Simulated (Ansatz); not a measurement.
Au: pressure and energy above lowest point against volume per atom

All results are calculated (Ansatz 0.2.0 development build). Equation of state of a cubic crystal from periodic Kohn-Sham density functional theory without spin; pressure corrected for the finite basis.

Cell of the first row (space group Fm-3m, No. 225):
```
Au
1.0
      0.0000     2.0362     2.0362
      2.0362     0.0000     2.0362
      2.0362     2.0362     0.0000
Au
1
Direct
  0.00000 0.00000 0.00000
```

Settings of every row: formula Au; structure type fcc; functional PBE; spin treatment none; k mesh 45x45x45; occupation method fermi-dirac; occupation width 0.061225619 eV; wave cutoff 420 eV; datasets soft-1 PAW; density cutoff ratio 4.

Limits: no spin-orbit coupling, which can matter with elements this heavy.

| row | volume per atom (Å³) | pressure (GPa) | energy above lowest point (meV/atom) |
| --- | --- | --- | --- |
| 1 | 16.886 | 10.449 | 32.9 |
| 2 | 17.245 | ? | ? |
| 3 | 17.604 | 3.049 | 3.39 |
| 4 | 17.963 | 0.045 | 0 |
| 5 | 18.323 | -2.569 | 2.9 |
| 6 | 18.682 | -4.84 | 11.26 |
| 7 | 19.041 | -6.809 | 24.38 |

Question: what pressure and energy above lowest point should row 2 give?

Worked fit of pressure. Take u = (V_r/V)^(2/3) − 1 with V_r = 18.143 Å³ an atom, which is twice the finite (Eulerian) strain; such expansions in the strain, on which the Birch-Murnaghan equation of state is built, carry the rest volume and the bulk modulus. The shown rows have u = 0.04903, 0.02031, 0.00667, -0.00656, -0.01933, -0.03169. Least squares give pressure = −1.3076 + 197.726 × u + 799.21 × u² + 1195.4 × u³ GPa; a parabola predicts inner rows, each left out in turn, worse (root mean square 0.024 against 0.0031 GPa). The rows lie off it by 0.000, 0.001, -0.002, 0.002, 0.000, 0.000. The pressure vanishes at u = 0.0064, or V = 17.97 Å³ an atom, and there the bulk modulus at fixed shape and fractions is B = −V dP/dV = (2/3)(1 + u) dP/du = 140 GPa. The withheld row has u = 0.03442, so the fit gives −1.3076 + 197.726 × (0.03442) + 799.21 × (0.03442)² + 1195.4 × (0.03442)³ = 6.494 GPa.

The calculation gave 6.497 GPa. The fit lies 0.003 GPa (0.017 % of the column's range) below it; its largest miss of a shown row is 0.002 GPa.

Worked fit of energy above lowest point. Take u = (V_r/V)^(2/3) − 1 with V_r = 18.143 Å³ an atom, which is twice the finite (Eulerian) strain; such expansions in the strain, on which the Birch-Murnaghan equation of state is built, carry the rest volume and the bulk modulus. The shown rows have u = 0.04903, 0.02031, 0.00667, -0.00656, -0.01933, -0.03169. Least squares give energy above lowest point = 0.71 − 221.95 × u + 17094.8 × u² + 16768 × u³ meV/atom; a parabola predicts inner rows, each left out in turn, worse (root mean square 0.33 against 0.012 meV/atom). The rows lie off it by 0.00, 0.00, 0.00, 0.00, -0.01, 0.00. Its lowest point lies at u = 0.0064, or V = 17.97 Å³ an atom, and the curvature there gives the bulk modulus at fixed shape and fractions, B = (4/9)(1 + u)² E″(u)/V = 140 GPa. The withheld row has u = 0.03442, so the fit gives 0.71 − 221.95 × (0.03442) + 17094.8 × (0.03442)² + 16768 × (0.03442)³ = 14.01 meV/atom.

The calculation gave 14.01 meV/atom. The fit meets it to the printed digit.
